\section*{Density and effective mass of an ideal electron gas from $S(q)$ and $\chi(q,0)$}

\subsection*{Data}
An independent-electron calculation for one isotropic, parabolic, spin-degenerate valley at $T=0$ returns the static structure factor $S$ and the static response $\chi=\delta n/\delta U$, where $U$ is a potential energy. The values are made for the exercise: $q=4.00\times10^{8}$ m$^{-1}$, $S=0.702\pm0.005$, $-\chi=(1.97\pm0.02)\times10^{44}$ J$^{-1}$m$^{-3}$. We seek the density $n$ and the mass $m$.

\subsection*{Moment inequality}
For $N$ electrons with density operator $\rho_q$ and excitation energies $\hbar\omega_j$, define $S(q,\omega)=N^{-1}\sum_j|\langle j|\rho_q^\dagger|0\rangle|^2\delta(\omega-\omega_j)\ge0$ and $M_k=\int_0^\infty\omega^kS(q,\omega)\,d\omega$. Second-order perturbation theory, the definition of $S(q)$ and the $f$-sum rule give
\begin{equation}
M_{-1}=-\frac{\hbar\chi}{2n},\qquad M_0=S(q),\qquad M_1=\frac{\hbar q^2}{2m}.
\end{equation}
Writing $1=\omega^{1/2}\omega^{-1/2}$ under the integral, the Cauchy--Schwarz inequality gives $M_0^2\le M_1M_{-1}$, that is
\begin{equation}
R\equiv\frac{4mnS^2}{\hbar^2q^2(-\chi)}\le1 ,
\end{equation}
with equality only when one frequency carries all the weight.

For interacting electrons in a host of relative permittivity $\epsilon_r$, set $v=e^2/(\epsilon_0\epsilon_rq^2)$ and $\omega_p^2=ne^2/(\epsilon_0\epsilon_rm)$. Then $1/\epsilon=1+v\chi$, with $\epsilon$ counted relative to the host, and
\begin{equation}
\frac{1}{\epsilon(q,0)}\le1-\left[\frac{2m\omega_pS(q)}{\hbar q^2}\right]^2 ,
\end{equation}
so $\epsilon(q,0)<0$ wherever $S>\hbar q^2/(2m\omega_p)$. This test needs the interacting $S$. The ideal $S_0$ bounds only the ideal $\chi_0$.

\subsection*{Ideal gas}
Let $k_F=(3\pi^2n)^{1/3}$, $x=q/k_F$, $y=x/2$. Only electrons kicked out of the Fermi sphere contribute, which gives
\begin{align}
S_0&=\tfrac34x-\tfrac1{16}x^3\quad(x\le2),\qquad S_0=1\quad(x\ge2),\\
-\chi_0&=\frac{mk_F}{\pi^2\hbar^2}F,\qquad F=\frac12+\frac{1-y^2}{4y}\ln\left|\frac{1+y}{1-y}\right| ,
\end{align}
the second line being the Lindhard function. Hence $R=4S_0^2/(3x^2F)$, free of $m$. It tends to $3/4$ as $x\to0$, equals $2/3$ at $x=2$ and tends to 1 at large $x$, where the pair continuum is narrow relative to its centre.

\subsection*{Inversion}
Intermediate values are carried unrounded. Putting $x=4\sin\phi$ turns the cubic into $S_0=\sin3\phi$, so
\begin{equation}
x=4\sin\left(\tfrac13\arcsin S\right)=1.026 .
\end{equation}
Then $k_F=q/x=3.899\times10^{8}$ m$^{-1}$, $n=k_F^3/(3\pi^2)=2.00\times10^{24}$ m$^{-3}$, $F=0.907$ and
\begin{equation}
m=\frac{\pi^2\hbar^2(-\chi)}{k_FF}=6.11\times10^{-32}\ \mathrm{kg}=0.0671\,m_e .
\end{equation}
With this $n$, the inequality alone gives $m\le\hbar^2q^2(-\chi)/(4nS^2)=0.098\,m_e$. The solution has $R=0.688$, so treating the spectrum as a single mode would overestimate $m$ by the factor $1/R=1.45$. With $n$ known independently, this ceiling needs no ideal-gas assumption.

\subsection*{Uniqueness and errors}
The slope $S_0'=\frac34-\frac3{16}x^2$ is positive for $x<2$, so any $0<S<1$ fixes one $x$. The other roots of the cubic lie outside $0<x<2$. Since $\chi_0\propto m$ at fixed $k_F$, the mass is unique too. For $S=1$ only $k_F\le q/2$ follows, and $n$ and $m$ cannot be separated.

Here $S_0'=0.553$, so $\delta x/x=\delta S/(xS_0')=0.88\,\%$. Because $n\propto x^{-3}$, $|\delta n|/n=2.6\,\%$. Because $m\propto(-\chi)\,x/F$,
\begin{equation}
\frac{\partial\ln m}{\partial\ln x}=1-\frac1F\left[\frac12-\frac{1+y^2}{4y}\ln\frac{1+y}{1-y}\right]=1.22 ,
\end{equation}
so $\delta S$ contributes $1.1\,\%$ and $\delta\chi$ contributes $1.0\,\%$, together $1.5\,\%$ in quadrature for independent errors. An $S$ that is too high lowers $n$ and raises $m$. As $q\to2k_F$ the slope vanishes and the error diverges, so choose $q$ well below $2k_F$. The model's parameters are
\begin{equation}
n=(2.00\pm0.05)\times10^{24}\ \mathrm{m^{-3}},\qquad m=(0.067\pm0.001)\,m_e .
\end{equation}

\subsection*{Use on a doped wafer}
The model's Fermi energy is $E_F=\hbar^2k_F^2/(2m)=1.38\times10^{-20}$ J, or $E_F/k_B=1.0\times10^{3}$ K, and the $T=0$ formulas need temperatures far below that. Coulomb screening is absent from the ideal gas. For a typical $\epsilon_r\approx13$, $v|\chi_0|=0.27$, and the random-phase response $\chi_0/(1+v|\chi_0|)$ is smaller than $\chi_0$ in magnitude by far more than the error bars above. Wafer data therefore call for interacting $S$ and $\chi$ in the inversion, while $R\le1$ still holds for them at $T=0$ in a parabolic band.